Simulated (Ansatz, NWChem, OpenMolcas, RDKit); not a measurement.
BH (SMILES [BH]): methods side by side

BH has 2 atoms, charge 0, and is taken as a singlet. SMILES: `[BH]`. Geometry: the measured bond length.

```xyz
2

B     0.0000    0.0000    0.0000
H     0.0000    0.0000    1.2324
```

Each level gives the HOMO–LUMO gap (eV). The values are calculated.

```csv
level,kind,program,value (eV)
extended Hückel,semi-empirical,RDKit,2.57
HF/def2-TZVPPD,Hartree–Fock,NWChem,10.64
SVWN5/def2-TZVPPD,LDA,OpenMolcas,1.81
revPBE/def2-TZVPPD,GGA,OpenMolcas,2.12
r2SCAN/def2-TZVPPD,meta-GGA,Ansatz,2.59
BHLYP/def2-TZVPPD,global hybrid,NWChem,6.55
CAM-B3LYP/def2-TZVPPD,range-separated hybrid,NWChem,6.89
B2PLYP/def2-TZVPPD,double hybrid,Ansatz,6.80
```

The values span 1.81 to 10.64 eV. Orbital gaps aren't excitation energies, and those of double hybrids come from the SCF part alone; they tend to grow with the share of exact exchange.

In BH the frontier orbitals are both centred largely on boron: the HOMO is the σ lone pair, with mixed 2s and 2p character, and the LUMO is the empty, degenerate pair of 2p π orbitals. The s admixture and the σ interaction with hydrogen hold the lone pair below the π level, so every method gives a finite gap. Its size, however, is hardly a property of the molecule alone. The three semilocal functionals stay between 1.81 and 2.59 eV, while Hartree–Fock reaches 10.64 eV, probably because its empty orbitals feel the repulsion of all the electrons, as an added electron would, whereas semilocal virtual orbitals see nearly the same potential as the occupied ones. The Hartree–Fock value is thus closer in meaning to ionisation energy minus electron affinity. The extended Hückel result, 2.57 eV, almost matches r2SCAN, but given its empirical parameters this agreement is probably fortuitous. With only the singlet treated, the gaps don't establish its separation from the σ–π triplet.
